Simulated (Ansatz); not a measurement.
## MoS2: energy above lowest point as volume scale varies

Results calculated with Ansatz 0.2.0, not measured. Free energy against uniform scaling of the volume at fixed shape and fractions; periodic cell, basis, potentials, k mesh and filling as listed.

The cell before it is scaled or strained (space group P-3m1, No. 164):
```
cell vectors (Å)
   3.2275     0.0000     0.0000
  -1.6137     2.7951     0.0000
   0.0000     0.0000     6.3125
atoms (fractions of the cell vectors)
Mo  0.00000  0.00000  0.50000
S   0.33333  0.66667  0.25532
S   0.66667  0.33333  0.74468
```

Settings of every row: functional LDA; dispersion none; potentials all-electron LAPW; k mesh 10x10x5; k shift 0x0x0; occupations gaussian; smearing width 0.15 eV; spin none.

Limits: a layered crystal: even scaling strains the bonds within the layers, so this curve is stiffer than the crystal under pressure; coarse k mesh, up to 40 meV an atom off; the cell comes from a prototype or a list of computed structures and needn't be the stable phase.

```
row  volume scale  V (Å³/atom)  energy above lowest point (meV/atom)
  1          0.94       17.843                                     3
  2          0.96       18.223                                     0
  3          0.98       18.602                                   4.3
  4             1       18.982                                     ?
  5          1.02       19.362                                  31.9
  6          1.04       19.741                                  53.8
  7          1.06       20.121                                  80.3
```

Question: what energy above lowest point should row 4 give?

Worked fit of energy above lowest point. Take u = (V_r/V)^(2/3) − 1 with V_r = 18.982 Å³ an atom, which is twice the finite (Eulerian) strain; such expansions in the strain, on which the Birch-Murnaghan equation of state is built, carry the rest volume and the bulk modulus. The shown rows have u = 0.04212, 0.02758, 0.01357, -0.01313, -0.0258, -0.0381. Least squares give energy above lowest point = 15.19 − 1042.7 × u + 17681 × u² + 4900 × u³ meV/atom; a parabola predicts inner rows, each left out in turn, worse (root mean square 0.11 against 0.036 meV/atom). All shown rows lie on it to the printed digit. Its lowest point lies at u = 0.0291, or V = 18.18 Å³ an atom, and the curvature there gives the bulk modulus at fixed shape and fractions, B = (4/9)(1 + u)² E″(u)/V = 150 GPa. Letting shape and atoms relax would as a rule lower it, by much in layered, chain or molecular crystals. The withheld row has u = 0, so the fit gives 15.19 − 1042.7 × (0) + 17681 × (0)² + 4900 × (0)³ = 15.2 meV/atom.

The calculation gave 15.2 meV/atom. The fit meets it to the printed digit.
